A film of bcc tantalum seven atomic planes thick, cut along (001), is computed with PBE, without spin polarisation or spin-orbit coupling. All Kohn-Sham states between the Fermi level and 0.25 eV below it are collected, and their weight is divided among the planes. The plane share $s_n$ is the fraction on plane $n$, counted from the bottom (row 1) to the top (row 7). The plane height is measured in Å from the top plane.

Ansatz 0.2.0, scalar-relativistic PBE with plane waves and PAW, no spin polarisation: seven-plane Ta(001) slab, lower three planes held at bulk positions; cutoff 420 eV, 18 × 18 × 1 k mesh, Gaussian smearing 0.1 eV. Shares cover states from 0.25 eV below the Fermi level up to it, each counted full. Rows run from the bottom plane up; heights are from the top atom.

```tsv
row	plane share	plane formula	plane height (Å)
1	0.167	Ta	-9.839
2	0.099	Ta	-8.188
3	0.151	Ta	-6.537
4	?	Ta	?
5	?	Ta	?
6	0.085	Ta	-1.465
7	0.157	Ta	0.000
```

**(a) Do the five known rows describe an excess of states at the surface that decays into the film? How small a difference between shares is meaningful?**

*Solution.* An equal division would give each plane $1/7 = 0.143$. The outer planes lie modestly above this, at 0.167 and 0.157, and row 3 barely so. A surface excess that decays inward would fall toward the interior level from above, yet both subsurface planes drop far below the equal share, row 6 to 0.60 of it. The numbers show an oscillation with depth, and its strongest known feature is the depletion one plane under each face.

The two faces are physically different. Rows 1 to 3 were held at the bulk spacing, 1.651 Å, so row 1 is an unrelaxed surface. The top spacing has contracted to 1.465 Å, 11% below bulk, the usual response of surface atoms that have lost neighbours and bind more tightly to those left. The step from outer to subsurface share is nonetheless almost the same on both faces, 0.068 and 0.072, so the dip appears at the unrelaxed face too.

The resolution follows from counting. The calculation finds 1.80247 states per cell in the window, and $1.80247 \times 18^2 = 584$, an integer, as a sharp count on the k mesh would give. Symmetry ties a general k point to seven others, and with two spins such a star carries 16 counts that enter or leave the window together. If half of their weight sits on one plane, its share moves by $(16/584)(0.5 - 0.143) = 0.010$. A difference of that size therefore cannot be taken as converged on this mesh, whereas the dip is several times larger.

**(b) Predict the share and the height of rows 4 and 5, with error bars.**

*Solution.* Two statements suffice, and neither has an adjustable constant. First, the shares are assumed to add to one, which leaves for the two hidden planes

$$s_4 + s_5 = 1 - 0.659 = 0.341 .$$

Their mean of 0.17 is above every known share, so the middle of the film holds more than its part.

Second, an unrelaxed seven-plane film has a mirror through plane 4, which forces $s_n = s_{8-n}$. Relaxing one face breaks the mirror, but the known pairs show by how little: row 7 lies 0.010 below row 1, and row 6 lies 0.014 below row 2. Their root mean square is 0.012, and twice that serves as error bar, a rough one since it rests on two pairs. Taking row 5 as the image of row 3,

$$s_5 = 0.151 \pm 0.024, \qquad s_4 = 0.341 - 0.151 = 0.190 \mp 0.024 ,$$

with opposite errors because of the sum.

In words, row 4 should exceed row 5 and probably be the largest in the film, neither should dip like rows 2 and 6, and the high-low alternation should break at the centre. Two other readings respect the sum equally well. A featureless interior would split it evenly, 0.1705 each, which still lies inside the error bars. A continued alternation would put row 4 near 0.09 and row 5 near 0.25, in strong violation of the mirror.

Theory argues for oscillating shares as follows. Between two surfaces, motion across the film is quantised into standing waves, each the seat of a two-dimensional subband, and a narrow window takes unequal numbers of states from them. With one orbital per plane and hard walls, wave $j$ puts the weight $\tfrac14 \sin^2(j\pi n/8)$ on plane $n$. Waves of odd $j$ have an antinode at the centre, with weight $1/4$ there and $1/8$ on plane 2, while waves of even $j$ vanish at the centre. Any mixture therefore obeys $s_4 \le 2 s_2$, which with the mean of rows 2 and 6 gives $2 \times 0.092 = 0.184$.

This cap suggests that a miss is more likely to have row 4 below the forecast than above. The model is too crude to shift the central values.

The heights involve no foresight, since the geometry of the same calculation gives the fractional sites to three decimals. Converted with the cell length and anchored on the known heights, they read −4.86 Å for row 4 and −3.12 Å for row 5, each ±0.02 Å from rounding. Row 4 then lies slightly above its bulk position of −4.886 Å. The spacing between planes 4 and 5 comes out about 5% wide.

**(c) Compare with the computed values. What is confirmed, what missed, and what carries over to another film?**

The withheld rows as computed:

```tsv
row	plane share	plane formula	plane height (Å)
4	0.192	Ta	-4.846
5	0.148	Ta	-3.129
```

*Solution.* Row 4 has 0.192 and row 5 has 0.148, misses of +0.002 and −0.003 from the forecast, far inside the bars; neither row entered the forecast. The centre plane is the largest in the film, neither row dips, and the alternation breaks. The two hits are not two tests of the mirror: row 5 tests it, and row 4 then tests only the sum. Agreement this close is finer than the effect of one star of k points, so it gives no ground for a tighter bar next time.

The other readings fare worse. The even split misses each row by about 0.02 and the alternation by 0.10. All seven shares add to 0.999, one within rounding. The full comparison stands in the output printed after this text.

The expected direction of the miss was wrong: row 4 came out slightly above the forecast and row 5 slightly below. Row 4 also exceeds the one-orbital cap by 0.008. Fitting non-negative weights of the four distinct standing-wave profiles to the mirror-averaged shares of all seven rows leaves residuals up to 0.003 in share, above the rounding. The coarse k mesh does not excuse them, since within this model it can only change the weights. With four weights for four values the fit only describes the pattern, and a single orbital on equal planes is a crude stand-in for five d orbitals with different couplings between planes. Confined subbands remain the argued cause, but states bound to each face, or the oscillation that a single surface leaves in a thick crystal, could give a similar pattern. Thicker films would help to tell them apart.

The heights fall within their bars, 0.010 Å above and 0.007 Å below the readings. The spacing between planes 4 and 5 is 4.0% wide relative to bulk, so the estimate of about 5% was high. Of the four spacings that were free to change, the three inner ones widen and only the outermost contracts, and the shares survive this distortion almost as mirror images.

Each of the three upper planes does hold a little less than its lower partner, 0.390 in sum against 0.417. Apart from numerical noise, this must come from the relaxed geometry, since in an unrelaxed film the mirror makes partners equal on any k mesh. The size of each difference, and perhaps its sign, is less certain, because one or two stars of k points could change it by as much. The outer rows are also the ones most exposed to the rough exchange-correlation potential in thin density. Spin-orbit coupling, left out here, is strong in 5d bands and could move states across the edges of so narrow a window, changing the pattern itself.

The sum carries over to any film, and the mirror to any unrelaxed film with two equivalent faces; how well the mirror survives relaxation must be checked each time, and the pattern itself need not carry over. In tungsten, with the same structure and one more valence electron, the Fermi level sits higher in the d band, so the same window cuts other subbands. A window widened to the whole occupied band would sum over many more standing waves and push the shares toward equality, since each plane holds about one atom's electrons. In practice the centre of so thin a film should not be taken as a bulk reference for states near the Fermi level without a check: in the bulk all planes are equivalent, whereas here row 4 exceeds its neighbour row 5 by 0.044.

Printed output of the fit:

```
equal share 0.143; rounding of shares 0.0005, of heights 0.0005 A
window: 0.257 states/atom, 1.03 states/eV/atom
row 1: share 0.167, minus equal +0.024, ratio 1.17, 0.301 states
row 2: share 0.099, minus equal -0.044, ratio 0.69, 0.178 states
row 3: share 0.151, minus equal +0.008, ratio 1.06, 0.272 states
row 6: share 0.085, minus equal -0.058, ratio 0.60, 0.153 states
row 7: share 0.157, minus equal +0.014, ratio 1.10, 0.283 states
mirror differences: row7-row1 -0.010 (-0.018 states), row6-row2 -0.014
rms 0.0122, error bar 2*rms 0.024
outer minus subsurface: bottom 0.068, top 0.072
states x 324 k points = 584.00
one star of 8 counts: 1.4% of window; share shift if half on one plane 0.005
one star of 16 counts: 2.7% of window; share shift if half on one plane 0.010
a/2 1.6515 A; d12 1.651, d23 1.651, d67 1.465 A (-11.3%)
contact: bulk 2.860 A, rows 6-7 2.757 A
known sum 0.659; left for rows 4+5 0.341, mean 0.1705
one-orbital chain cap on row 4: 2 x mean(rows 2,6) = 0.184
slice width vs bulk: row 5 1.027, row 6 0.945; share ratio row6/row2 0.859
row 3 scaled by width of row 5: 0.155; row 4 height if at bulk site -4.886 A
PREDICTIONS
row 4: share 0.190 +- 0.024; height read from sites -4.856 +- 0.019 A
row 5: share 0.151 +- 0.024; height read from sites -3.122 +- 0.019 A
alternative even split: row 4 0.1705, row 5 0.1705
alternative alternation: row 4 0.0920, row 5 0.2490
COMPUTED
row 4: share 0.192 (1.34 x equal), miss +0.002 = +0.08 bars; height -4.846, miss +0.010 A
row 5: share 0.148 (1.04 x equal), miss -0.003 = -0.12 bars; height -3.129, miss -0.007 A
computed minus mirror: row 4 +0.0020, row 5 -0.0030
computed minus even split: row 4 +0.0215, row 5 -0.0225
computed minus alternation: row 4 +0.1000, row 5 -0.1010
sum of all shares 0.999; rows 4+5 0.340; largest share in row 4
row5-row3 -0.003; row4-row5 +0.044; row 4 minus chain cap +0.008
spacings d12..d67 vs a/2, %: -0.0 -0.0 +2.4 +4.0 +0.8 -11.3
rows 1-3 sum 0.417, rows 5-7 sum 0.390
mirror-averaged shares rows 1-4: 0.1620 0.0920 0.1495 0.1920
chain standing waves j=1..4, weights >= 0 (descriptive): 0.343 0.000 0.414 0.244
chain residuals rows 1-4: +0.0000 -0.0027 +0.0000 +0.0027
```
